A plane-wave basis holds every wave whose kinetic energy lies below the cutoff $E$. The allowed wave vectors fill a sphere whose radius grows as $\sqrt{E}$, so the number of waves grows as $E^{3/2}$. From 200 to 420 eV this gives a factor of $2.1^{3/2}\approx 3.0$, and the column "plane waves at gamma", the count at the centre of the k mesh, does triple. Over the same rows the energy error, taken against the same cell at 600 eV, falls about 5000-fold. The count alone can't explain this: a larger cell holds more waves at the same cutoff, yet they draw no finer detail. What counts is how short the added waves are.

LiMg, two atoms in a fixed cell, computed with Ansatz 0.2.0 (plane-wave PAW, PBEsol, scalar-relativistic, no spin polarisation), an 8×8×8 k mesh and Gaussian smearing of 0.1 eV. The density cutoff is four times the wave cutoff, and the reference is the same cell at a wave cutoff of 600 eV. Energies are taken at zero smearing; pressure is positive in compression.

| wave cutoff (eV) | energy less reference (meV/atom) | pressure less reference (GPa) | largest force change (eV/Å) | plane waves at gamma |
| --- | --- | --- | --- | --- |
| 200 | 1020 | 0.108 | 0.0111 | 255 |
| 250 | 119 | 0.029 | 0.00124 | 369 |
| 300 | 11.3 | 0.01 | 0.00032 | 469 |
| 350 | 0.827 | 0 | 1e-05 | 611 |
| 420 | 0.202 | 0.001 | 2e-05 | 777 |

**200 eV: a large error that stays with the atoms.** The shortest wave in this basis is 0.87 Å long, and the energy lies about 1 eV per atom too high. The calculation treats 13 electrons per cell, which means that Li 1s and Mg 2s and 2p are included beside the bonding electrons. These inner shells sit close to their nuclei and need short waves, whereas the spread-out metallic electrons need few. That the inner shells cause most of the error is argued here from their size.

The force column supports this picture. A force is the slope of the energy with an atom's position, so an error that travels unchanged with the atom drops out of it. The largest force change at 200 eV, 0.0111 eV/Å, means that shifting an atom by 0.1 Å alters the energy error by about 1 meV per cell. The whole error of the two-atom cell is $2\times1020=2040$ meV. An energy taken at 200 eV thus can't be compared with one taken at a higher cutoff, while forces in this cell are already right to about 4 % of the largest force component.

The pressure error looks small beside the energy error too, but only because the pressure has been corrected for the finite cutoff. An uncorrected stress calculation keeps the same set of waves while the cell is stretched. The waves lengthen, the effective cutoff drops, and the steep energy curve then adds a false tension. The slope between 200 and 250 eV puts this at some tens of GPa, against a remaining pressure error of 0.108 GPa. Even that remainder is flattering, since it averages stress changes of opposite sign, the largest of them 0.23 GPa.

**250 to 350 eV: the steep fall.** Each further 50 eV now cuts the energy error by a factor of roughly 9 to 14. The ground state of a harmonic oscillator shows why. Its orbital is a Gaussian of width $b$, and the weight of a wave with wave number $k$ in it is proportional to $\exp(-b^2k^2)$. Since $k^2$ is proportional to the kinetic energy, the part cut off at $E$ shrinks roughly as

$$\Delta(E)\approx A\,e^{-E/E_0},\qquad E_0=\frac{\hbar^2}{2m_{\mathrm e}b^2},$$

where $\Delta$ is the energy error, $A$ a constant and $m_{\mathrm e}$ the electron mass. A tighter orbital has a larger $E_0$ and so needs a higher cutoff for the same accuracy.

This exponential was fitted to the four rows from 200 to 350 eV and meets them to within about an eighth, with a tenfold fall for roughly every 50 eV. The computed fall is slightly curved, growing steeper as the cutoff rises. Force and pressure keep their own pace: from 250 to 300 eV the force change falls only about fourfold. The force follows the small part of the error that depends on the surroundings, which need not shrink in step with the rest. The pressure may also carry what its cutoff correction leaves over.

**420 eV: the fall slows.** This row was kept out of the fit and tests whether the same tail goes on. With $\Delta$ in meV/atom, the fit gives $\ln\Delta=16.52-0.04741\times420=-3.39$, hence $\Delta\approx0.03$. The calculation gives 0.202, six times as much. A power law in the cutoff, fitted to the same four rows, comes within a factor of 1.7 here but describes those four rows less well.

The oscillator is only an analogy: the orbitals expanded in a PAW calculation are not Gaussians. Inside a chosen radius around each nucleus they are replaced by smoother functions, which removes most of the short-wave content. The join at that radius is smooth only to a finite degree, and theory then expects a weak tail that reaches to much shorter waves. Such a tail may be what the last row shows. The grid for the electron density is another possible cause, since it was refined together with the wave cutoff; these rows can't separate the two.

By 350 eV the changes in force and pressure are negligible, though both look slightly larger again at 420 eV. For the force this is a matter of the last printed digit. The zero in the pressure column at 350 eV is a cancellation: the stress lies slightly above the reference along one axis and below it along the other two, whereas at 420 eV it lies slightly above along all three. The energy still improves between these two rows, from 0.83 to 0.20 meV/atom. The program warned in all four runs from 200 to 350 eV that the cutoff lies below the recommended value; the run at 420 eV carries no such warning. The printed analysis below gives the step-by-step factors and both fits.

Numerical output:

```
Fall of the energy error and size of the basis:
  row  times smaller than row above  eV of cutoff per tenfold fall  shortest wavelength in A  plane waves from sphere volume
  200                           n/a                            n/a                    0.8672                           261.3
  250                         8.571                          53.59                    0.7757                           365.1
  300                         10.53                           48.9                    0.7081                             480
  350                         13.66                          44.03                    0.6556                           604.8
  420                         4.094                          114.4                    0.5984                           795.1
How far the energy error depends on the surroundings:
  row  meV/atom for 1 % volume  same in % of energy error  meV/cell for 0.1 A move  same in % of cell error
  200                   0.1371                    0.01344                     1.11                  0.05441
  250                  0.03682                    0.03094                    0.124                   0.0521
  300                   0.0127                     0.1123                    0.032                   0.1416
  350                        0                          0                    0.001                  0.06046
  420                  0.00127                     0.6285                    0.002                    0.495
Energy error at 200 eV over that at 420 eV: 5050
Plane waves at 420 eV over those at 200 eV: 3.047
Largest force change at 200 eV in % of the largest reference force component: 4.469
Rough size of uncorrected basis-set pressure between 200 and 250 eV in GPa: 21.29
Change of stress xx at 200 eV in GPa: -0.0741
Change of stress yy at 200 eV in GPa: 0.1702
Change of stress zz at 200 eV in GPa: 0.2287
fit of log(energy_less_reference) on 4 rows (wave_cutoff < 400): constant 16.52 +/- 0.41, coefficient of wave_cutoff -0.04741 +/- 0.0015; rms 0.117, worst 300 -0.125, leave-one-out rms 0.299
  rows outside the fit (model, value, miss): 420 -3.39, -1.599, -1.79
fit of log(energy_less_reference) on 4 rows (wave_cutoff < 400): constant 74.01 +/- 6.4, coefficient of log(wave_cutoff) -12.6 +/- 1.1; rms 0.335, worst 350 0.366, leave-one-out rms 0.873
  rows outside the fit (model, value, miss): 420 -2.122, -1.599, -0.522
Computed error at 420 eV over that of the exponential: 5.99
Computed error at 420 eV over that of the power law: 1.686
```
